Six d electrons in a tetrahedral site give 210 states, and the table lists the lowest of them from an exact diagonalisation of a parametric ligand-field model. Three energies compete. Electron repulsion, measured by the Racah parameters $B$ and $C$, puts the first triplet term ³H at $4B+4C = 21400$ cm⁻¹ above the quintet ⁵D. The cubic field $10Dq$ is negative, so the e orbitals lie below the t₂ orbitals. The spin-orbit constant $\zeta$ is 1.22 times $|10Dq|$. Each row is a level with its double-group label (irrep), its degeneracy, its energy above the lowest level and a spin $S$ defined by $\langle S^2\rangle = S(S+1)$. The question is where the last three levels lie and what spin they carry.

Lowest levels of a d⁶ shell at a site of Td symmetry, from exact diagonalisation of a parametric ligand-field model (ligand-field diagonalisation 1) with Racah B = 1100 cm⁻¹ and C = 4250 cm⁻¹, 10Dq = -3650 cm⁻¹ and spin-orbit ζ = 4450 cm⁻¹. Energies are relative to the lowest level, irreps are double-group labels, and the spin S is obtained from ⟨S²⟩ = S(S+1).

| level irrep | level degeneracy | level energy (cm⁻¹) | level spin |
| --- | --- | --- | --- |
| A1 | 1 | 0.0 | 1.92 |
| T1 | 3 | 229.8 | 1.92 |
| E | 2 | 350.1 | 1.91 |
| T2 | 3 | 971.4 | 1.91 |
| A2 | 1 | 4592.8 | 1.97 |
| T2 | 3 | 6011.4 | 1.93 |
| E | 2 | 7511.0 | 1.83 |
| T1 | 3 | 7680.9 | 1.95 |
| T2 | 3 | 8808.3 | 1.85 |
| T1 | 3 | 10596.3 | 1.91 |
| A1 | 1 | 11125.7 | 1.89 |
| T2 | 3 | 19300.4 | 0.96 |
| E | 2 | ? | ? |
| T1 | 3 | ? | ? |
| A1 | 1 | ? | ? |

The first eleven rows hold 25 states with $S$ between 1.83 and 1.97, which is the whole ⁵D term, $5\times5$ states. For a 3d⁶ ion, with $\zeta$ of roughly 400 cm⁻¹ as a recalled figure, the field would first split ⁵D into ⁵E and ⁵T₂, and second-order spin-orbit coupling would then spread ⁵E into A1, T1, E, T2, A2 in small equal steps. The table has that order, but the steps are 230, 120, 621 and 3621 cm⁻¹. The hierarchy is the other way round. In the free ion the more than half-filled shell has $\lambda = -\zeta/4$, and the Landé rule gives

$$E(J)-E(4) = \frac{\zeta}{8}\,[20 - J(J+1)],$$

that is 4450, 7788, 10012 and 11125 cm⁻¹ for $J = 3, 2, 1, 0$. The four lowest rows, A1+T1+E+T2, are the nine states of $J=4$, and the higher quintet rows group loosely around the Landé values. A d⁴ ion, with the sign of $\lambda$ reversed, would start from $J=0$ instead. The ground level here is a single A1 with no first-order magnetic moment in spite of its $S$, and T1 lies about one room-temperature $kT$ above it; vibronic coupling, absent from the model, could alter such small gaps.

Within a d shell the cubic field is a rank-4 operator, and to first order it places T2, E, T1 and A1 of any $J=4$ level at $-26$, $4$, $14$ and $28$ times one constant. In the ground group the constant is negative, so T1 and E should lie at $14/54$ and $24/54$ of the spread. With the spread taken from the table, $971.4\times14/54 = 252$ and $971.4\times24/54 = 432$ cm⁻¹, against 229.8 and 350.1. The rule gives the pattern but not the detail, because the field also mixes different $J$.

Spin is not pure either, since spin-orbit coupling joins ⁵D to triplets of the same $J$. If the admixture $x$ is all triplet, $S(S+1) = 6-4x$, so $S=1.92$ means 10 % and the E level with $S=1.83$ means 21 %; singlet admixture would make these upper bounds. Such mixing pushes levels down unequally, and the agreement of the upper A1 at 11125.7 cm⁻¹ with the Landé value is therefore a cancellation of shifts, not a sign of a pure term.

After a gap of 8175 cm⁻¹ comes T2 with $S=0.96$, the first level of mainly triplet character. A value below 1 requires more than twice as much singlet as quintet weight, because a quintet adds 4 to $\langle S^2\rangle$ and a singlet removes 2. The labels T2+E+T1+A1 fit two limits. A $J=4$ level with a positive constant puts E and T1 at $30/54 = 0.56$ and $40/54 = 0.74$ of the T2–A1 spread. A strong-field ³T₁(e⁴t₂²) term behaves like p⁴, with $J' = 2, 1, 0$ at $-\zeta/2$, $\zeta/2$ and $\zeta$, so the fractions are 0 and $2/3$ and the spread is $1.5\zeta = 6675$ cm⁻¹. The labels also allow a ³P₂ origin for T2+E. From these limits come rough hand forecasts: all three levels mainly triplet with $S = 0.85$–$1.10$; a spread of 1000–4500 cm⁻¹, below $1.5\zeta$; a T1 fraction of 0.6–0.8 and an E fraction of 0–0.56. An energy range was also set by hand for each level, but its limits rest on no calculation and are not quoted, so no hit is claimed for it. The order is given by the table and is no forecast.

For sharper numbers the small quantity was taken to be spin mixing. The Hamiltonian is diagonalised inside each spin block (25 quintet, 135 triplet and 50 singlet states) with $B$, $C$, $10Dq$ and $\zeta$ all kept, and the coupling $W$ between blocks is added level by level as $\sum_m |W_{mn}|^2/(E_n-E_m)$, with $S$ from the first-order vector. This approximates the same Hamiltonian that made the table, so it tests an order of perturbation theory and nothing about nature. On the ten excited quintet levels, with no fitted constant, the second-order term lowers the rms deviation from the table from 873 to 320 cm⁻¹. Treating the field to first order on exact free-ion $J$ levels gives 513 cm⁻¹, and treating spin-orbit coupling to first order on Tanabe-Sugano terms gives 4053 cm⁻¹.

Two offsets are fitted, one in energy and one of $-0.028$ in $S$, which put the model on the known triplet T2. For E the model gap above T2 is 570 cm⁻¹, so the prediction is $19300+570 = 19870$ cm⁻¹. The bar is the larger of the rms deviation over all eleven known excited levels, 751 cm⁻¹, and half the change of the gap caused by the second-order term. For A1 the gap changes from 2401 to 348 cm⁻¹, which gives a bar of about 1026 cm⁻¹. The predictions are E at $19870\pm751$, T1 at $20142\pm751$ and A1 at $19649\pm1026$ cm⁻¹, with $S$ of 1.13, 0.97 and 0.92, each $\pm0.07$, the worst spin deviation among the known rows.

The known rows already warn against these numbers. The energy offset is $-2273$ cm⁻¹, three times the rms bar, so the scheme is worst on the only triplet available, and with that level included the $J$-first scheme has the smaller rms, 496 cm⁻¹. The predicted A1 also falls below E and T1, against the order of the table.

The withheld rows as computed:

| level irrep | level degeneracy | level energy (cm⁻¹) | level spin |
| --- | --- | --- | --- |
| E | 2 | 20959.6 | 1.02 |
| T1 | 3 | 21641.0 | 0.97 |
| A1 | 1 | 21795.7 | 0.95 |

Of the quoted hand forecasts, the spins and the spread of 2495 cm⁻¹, or $0.56\zeta$, fall inside their ranges. The two fractions fail: they are 0.66 for E and 0.94 for T1, both beyond what either limit allows. The unquoted energy range for E failed too, its top being too low. The second-order energies all miss on the low side, by 1090, 1499 and 2147 cm⁻¹ relative to the computed values, which is 1.5 to 2.1 bars, so the bars were too narrow. The spins of T1 and A1 are within their bar; that of E was predicted 0.11 too high, about 1.5 bars.

The offset accounts for the common sign of the misses. Without it the model would have been too high by $2273-1090 = 1183$ for E, by $2273-1499=774$ for T1 and by only $2273-2147=126$ cm⁻¹ for A1. The error on T2 is the largest of the four and is only partly shared by the others, so subtracting it in full overcorrected them. This is seen only in hindsight. Perturbation theory suggests why triplets fare worse than quintets. A quintet level has all its partners above it, so they all push it the same way. A triplet level is pushed up by quintets and down by singlets, so its shift is a difference of large terms, and it has close triplet neighbours of the same symmetry that couple through those same intermediate states, which a level-by-level sum omits. Which of these spoils T2 is not shown by the numbers. That the spin-pure scheme gets the A1 gap within 95 cm⁻¹ means little, since it puts E below T2 and misses that gap by 1900 cm⁻¹.

The failed fractions say more about the physics. The ratio of the E gap to the T1 gap is $1659/2341 = 0.71$, near the $J=4$ value $30/40 = 0.75$ and far from the zero of ³T₁. It is A1 that breaks the pattern: scaled from T1, the rule would put it $2341\times54/40 = 3160$ cm⁻¹ above T2, and it lies 665 cm⁻¹ lower. The $J$-first scheme hints at the cause. Its gaps for E and T1, 2413 and 3217 cm⁻¹, stand exactly as 30 to 40 and call for A1 at $3217\times54/40 = 4343$ cm⁻¹, yet its lowest triplet-region A1 is at 4128 cm⁻¹. That state must come from another free-ion level, so two A1 states lie close together, and the field, which can connect them, would push the lower one down. The longer list of exact levels, beyond the cut of the table, agrees with this: the next A1 lies at 25429.9 cm⁻¹, so the two are 3634.2 cm⁻¹ apart where first order leaves only about 215 cm⁻¹. The second parent is probably ³H₆, which first-order spin-orbit coupling makes the lowest level of its term, but a $J=0$ level has not been ruled out.

The $J$-first scheme overestimates all three gaps, by 754 to 1632 cm⁻¹, as it should if the many triplet levels above press these three down through the field more than they press T2. The Tanabe-Sugano scheme keeps E degenerate with T2, and its spread of 877 cm⁻¹ with a T1 fraction of 0.91 shows that its four levels do not even stem from one ³T₁ term, for which first order would give $2/3$ at any field strength. The $J=4$ label should still be held loosely: the vectors of the second-order scheme give a $J=4$ weight of 0.60 for T2 but only 0.28 to 0.39 for the other three, against 0.87 to 0.98 in the ground group, and they come from a scheme that is poor in just this region.

A neighbouring case can be guessed from the ratio $\zeta/|10Dq|$. With $\zeta$ ten times smaller, spin mixing, which goes as $\zeta^2$, would nearly vanish, the triplets would group by Tanabe-Sugano terms and E would stay close to T2. With the field reversed to an octahedral sign and still weak, each $J=4$ pattern would invert to first order, making T2 the ground level. The present set joins a 5d-like $\zeta$ to a 3d-like $B$ and has no covalency or charge transfer, so its levels belong to no real ion.
